**Koopmans, second-order and EOM-CCSD binding energies of an electron added to O4+**

The table holds binding energies of the $2s^2 nl$ levels of O3+ from two-component X2C-1e calculations with a screened-nucleus spin-orbit term, by Koopmans' theorem, second-order self-energy and EOM-EA-GCCSD corrected for the cut virtual space. The program measures the errors of the first two against EOM-CCSD, adds the $3p$ levels of the same run, and tests two models: $n^{*-3}$ scaling from $2p_{1/2}$ to $3p_{1/2}$ and static core polarisation for $3d$. Second order gives 1.40 of the EOM-CCSD shift for $2p$, 0.67 for $3s$ and 0.76 for $3p$, and moves $3d$ in the opposite direction. The scaling predicts 0.185 eV for $3p_{1/2}$ against 0.666 eV found, and static polarisation with a rough recalled polarisability is about 14 times too large. The output also shows that the cut-space correction supplies about half of the $3d$ shift, and it compares orbital-energy denominators with rough recalled excitation energies.

Binding energies of one electron added to O4+ (1s2 2s2), from PySCF 2.14.0 with X2C-1e GHF spinors, screened-nucleus spin-orbit coupling and an even-tempered 18s11p8d4f basis. EOM-CCSD (EOM-EA-GCCSD, all electrons correlated) includes a second-order correction for the cut virtual space. The weight is that of the one-particle guess in the EOM-CCSD state.

## Analysis program

```python
# Table: binding energies (eV) of an electron added to O4+ 1s2 2s2; PySCF, X2C-1e with screened-nucleus
# spin-orbit term; Koopmans, second-order self-energy, EOM-EA-GCCSD corrected for the cut virtual space.
# Tested: errors against EOM, n*^-3 scaling within the p series, static core polarisation for 3d.
T = {
    'level': ['2p1/2', '2p3/2', '3s1/2', '3d3/2', '3d5/2'],
    'koop': [76.65, 76.596, 32.589, 25.046, 25.045],  # eV
    'second': [77.804, 77.75, 32.96, 24.972, 24.97],  # eV
    'eom': [77.473, 77.422, 33.14, 25.187, 25.185],  # eV
    'corr': [0.824, 0.826, 0.551, 0.141, 0.14],  # eV
    'weight': [0.98629, 0.98623, 0.97706, 0.98705, 0.95756],
}
import numpy as np
from scipy.constants import physical_constants as pc
Ry = pc['Rydberg constant times hc in eV'][0]; Eh = 2*Ry; Zc = 4
# further outputs of the same run: uncorrected EOM and cut-space correction (eV)
raw = {'2p1/2': (77.23248, 0.24071), '2p3/2': (77.18115, 0.24047), '3s1/2': (33.09803, 0.041583),
       '3p1/2': (28.98527, 0.064281), '3p3/2': (28.97377, 0.064138),
       '3d3/2': (25.11287, 0.074373), '3d5/2': (25.11059, 0.074326)}
# further outputs: 3p levels (Koopmans, second order, weight); smallest d and f exponents (bohr^-2)
p3 = {'3p1/2': (28.38387, 28.89259, 0.96903), '3p3/2': (28.37271, 28.88102, 0.96927)}
zd, zf = 0.069, 2.4
# rough recalled values: 2s orbital binding, 2s2p 1P and 2p2 1S of O4+, 2s2p2 2D above 2p in O3+ (eV),
# polarisability of O4+ (bohr^3), 2p fine structure (eV)
I2s, e1P, e1S, e2D, alpha, fs = 110., 20., 36., 16., 1.0, 0.048
R = {l: (k, s, e, w) for l, k, s, e, w in zip(T['level'], T['koop'], T['second'], T['eom'], T['weight'])}
tab = list(R)
for l, (k, s, w) in p3.items():
    R[l] = (k, s, sum(raw[l]), w)
ns = lambda E: Zc*np.sqrt(Ry/E)
print('Rounding: 0.0005 eV per entry, 0.001 eV per difference; * = from further outputs')
print('level   EOM-Koop  2nd-Koop  2nd-EOM (eV)  2nd shift/EOM shift  100(1-weight)')
for l in raw:
    k, s, e, w = R[l]
    print(f"{l+('' if l in tab else '*'):7s} {e-k:+8.3f} {s-k:+9.3f} {s-e:+8.3f} {(s-k)/(e-k):16.2f} {100*(1-w):16.2f}")
eK = np.array([R[l][0]-R[l][2] for l in tab]); e2 = np.array([R[l][1]-R[l][2] for l in tab])
print(f'Mean abs error vs EOM, 5 table rows: Koopmans {abs(eK).mean():.3f} eV, second order {abs(e2).mean():.3f} eV')
print(f'Worst rows: Koopmans {tab[abs(eK).argmax()]} {abs(eK).max():.3f} eV, second order {tab[abs(e2).argmax()]} {abs(e2).max():.3f} eV')
print('level   defect Koop  defect EOM  change   shift % of EOM  cut corr (eV)  share %  uncorrected shift (eV)')
for l in raw:
    k, s, e, w = R[l]; n = int(l[0]); u, c = raw[l]
    print(f'{l:7s} {n-ns(k):9.4f} {n-ns(e):11.4f} {ns(k)-ns(e):9.4f} {100*(e-k)/e:10.2f} {c:14.3f} {100*c/(e-k):10.0f} {u-k:12.3f}')
k2, s2, E2, _ = R['2p1/2']; k3, s3, E3, _ = R['3p1/2']; kd, sd, Ed, _ = R['3d3/2']
sc = (ns(k2)/ns(k3))**3
print(f'Model 1, n*^-3 scaling 2p1/2 -> 3p1/2: n* {ns(k2):.3f}, {ns(k3):.3f}, factor {sc:.3f}')
print(f'  EOM: predicted {sc*(E2-k2):.3f} eV, found {E3-k3:.3f} eV, found/predicted {(E3-k3)/(sc*(E2-k2)):.2f}')
print(f'  second order: predicted {sc*(s2-k2):.3f} eV, found {s3-k3:.3f} eV, found/predicted {(s3-k3)/(sc*(s2-k2)):.2f}')
n, L = 3, 2
r4 = Zc**4*(3*n*n-L*(L+1))/(2*n**5*(L-.5)*L*(L+.5)*(L+1)*(L+1.5)); r1 = (3*n*n-L*(L+1))/(2*Zc)
pol = 0.5*alpha*r4*Eh
print(f'Hydrogenic 3d, charge 4: binding {Zc**2*Ry/9:.3f} eV, Koopmans excess {kd-Zc**2*Ry/9:.3f} eV, <r> {r1:.2f} bohr')
print(f'Model 2, static polarisation: <r^-4> {r4:.4f} bohr^-4, rough recalled alpha {alpha:.1f} bohr^3 gives {pol:.1f} eV')
print(f'  EOM 3d3/2 shift {Ed-kd:.3f} eV, model/EOM about {pol/(Ed-kd):.0f}; alpha needed {2*(Ed-kd)/Eh/r4:.3f} bohr^3')
print(f'  dipole angular weights from d: to f {(L+1)/(2*L+1):.1f}, to p {L/(2*L+1):.1f}')
print(f'  peak radius of most diffuse Gaussian: d {np.sqrt(3/(2*zd)):.2f} bohr, f {np.sqrt(4/(2*zf)):.2f} bohr')
print(f'  second-order 3d3/2 shift in the kept virtual space alone {sd-kd-raw["3d3/2"][1]:+.3f} eV')
print(f'Denominators with rough recalled 2s binding {I2s:.0f} eV (orbital-energy value vs rough recalled level):')
print(f'  2s->2p: {I2s-k2:.0f} vs {e1P:.0f} eV;  2s2->2p2: {2*(I2s-k2):.0f} vs {e1S:.0f} eV')
print(f'  2s2p2 binding: {2*k2-I2s:.0f} vs {E2-e2D:.0f} eV;  gap below 3d: {2*k2-I2s-kd:.0f} vs {E2-e2D-Ed:.0f} eV')
for a, b in (('2p1/2', '2p3/2'), ('3p1/2', '3p3/2'), ('3d3/2', '3d5/2')):
    d = np.array(R[a][:3])-np.array(R[b][:3])
    print(f'Splitting {a[:2]}: Koopmans {d[0]:.3f}, second {d[1]:.3f}, EOM {d[2]:.3f}, EOM unrounded {sum(raw[a])-sum(raw[b]):.4f} eV')
d2p = sum(raw['2p1/2'])-sum(raw['2p3/2'])
print(f'2p splitting above rough recalled {fs:.3f} eV by about {100*(d2p/fs-1):.0f} %')
print(f"3d3/2 less 3d5/2: weight {R['3d3/2'][3]-R['3d5/2'][3]:.4f}, EOM shift {T['corr'][3]-T['corr'][4]:.3f} eV")
dev = max(abs(sum(raw[l])-R[l][2]) for l in tab)
print(f'Largest gap, uncorrected EOM plus correction vs table: {dev:.4f} eV')
assert dev < 0.0006 and all(R[l][2] > R[l][0] for l in R)
assert all((R[l][1] < R[l][0]) == l.startswith('3d') for l in R)
assert all((R[l][1] > R[l][2]) == l.startswith('2p') for l in R)
assert E3-k3 > R['3s1/2'][2]-R['3s1/2'][0] > Ed-kd
```

Running it gives:

```
Rounding: 0.0005 eV per entry, 0.001 eV per difference; * = from further outputs
level   EOM-Koop  2nd-Koop  2nd-EOM (eV)  2nd shift/EOM shift  100(1-weight)
2p1/2     +0.823    +1.154   +0.331             1.40             1.37
2p3/2     +0.826    +1.154   +0.328             1.40             1.38
3s1/2     +0.551    +0.371   -0.180             0.67             2.29
3p1/2*    +0.666    +0.509   -0.157             0.76             3.10
3p3/2*    +0.665    +0.508   -0.157             0.76             3.07
3d3/2     +0.141    -0.074   -0.215            -0.52             1.30
3d5/2     +0.140    -0.075   -0.215            -0.54             4.24
Mean abs error vs EOM, 5 table rows: Koopmans 0.496 eV, second order 0.254 eV
Worst rows: Koopmans 2p3/2 0.826 eV, second order 2p1/2 0.331 eV
level   defect Koop  defect EOM  change   shift % of EOM  cut corr (eV)  share %  uncorrected shift (eV)
2p1/2      0.3148      0.3237    0.0090       1.06          0.241         29        0.582
2p3/2      0.3142      0.3232    0.0090       1.07          0.240         29        0.585
3s1/2      0.4155      0.4370    0.0216       1.66          0.042          8        0.509
3p1/2      0.2306      0.2625    0.0319       2.29          0.064         10        0.601
3p3/2      0.2301      0.2620    0.0319       2.29          0.064         10        0.601
3d3/2      0.0518      0.0601    0.0083       0.56          0.074         53        0.067
3d5/2      0.0518      0.0600    0.0082       0.56          0.074         53        0.066
Model 1, n*^-3 scaling 2p1/2 -> 3p1/2: n* 1.685, 2.769, factor 0.225
  EOM: predicted 0.185 eV, found 0.666 eV, found/predicted 3.59
  second order: predicted 0.260 eV, found 0.509 eV, found/predicted 1.96
Hydrogenic 3d, charge 4: binding 24.188 eV, Koopmans excess 0.858 eV, <r> 2.62 bohr
Model 2, static polarisation: <r^-4> 0.1405 bohr^-4, rough recalled alpha 1.0 bohr^3 gives 1.9 eV
  EOM 3d3/2 shift 0.141 eV, model/EOM about 14; alpha needed 0.074 bohr^3
  dipole angular weights from d: to f 0.6, to p 0.4
  peak radius of most diffuse Gaussian: d 4.66 bohr, f 0.91 bohr
  second-order 3d3/2 shift in the kept virtual space alone -0.148 eV
Denominators with rough recalled 2s binding 110 eV (orbital-energy value vs rough recalled level):
  2s->2p: 33 vs 20 eV;  2s2->2p2: 67 vs 36 eV
  2s2p2 binding: 43 vs 61 eV;  gap below 3d: 18 vs 36 eV
Splitting 2p: Koopmans 0.054, second 0.054, EOM 0.051, EOM unrounded 0.0516 eV
Splitting 3p: Koopmans 0.011, second 0.012, EOM 0.012, EOM unrounded 0.0116 eV
Splitting 3d: Koopmans 0.001, second 0.002, EOM 0.002, EOM unrounded 0.0023 eV
2p splitting above rough recalled 0.048 eV by about 7 %
3d3/2 less 3d5/2: weight 0.0295, EOM shift 0.001 eV
Largest gap, uncorrected EOM plus correction vs table: 0.0004 eV
```
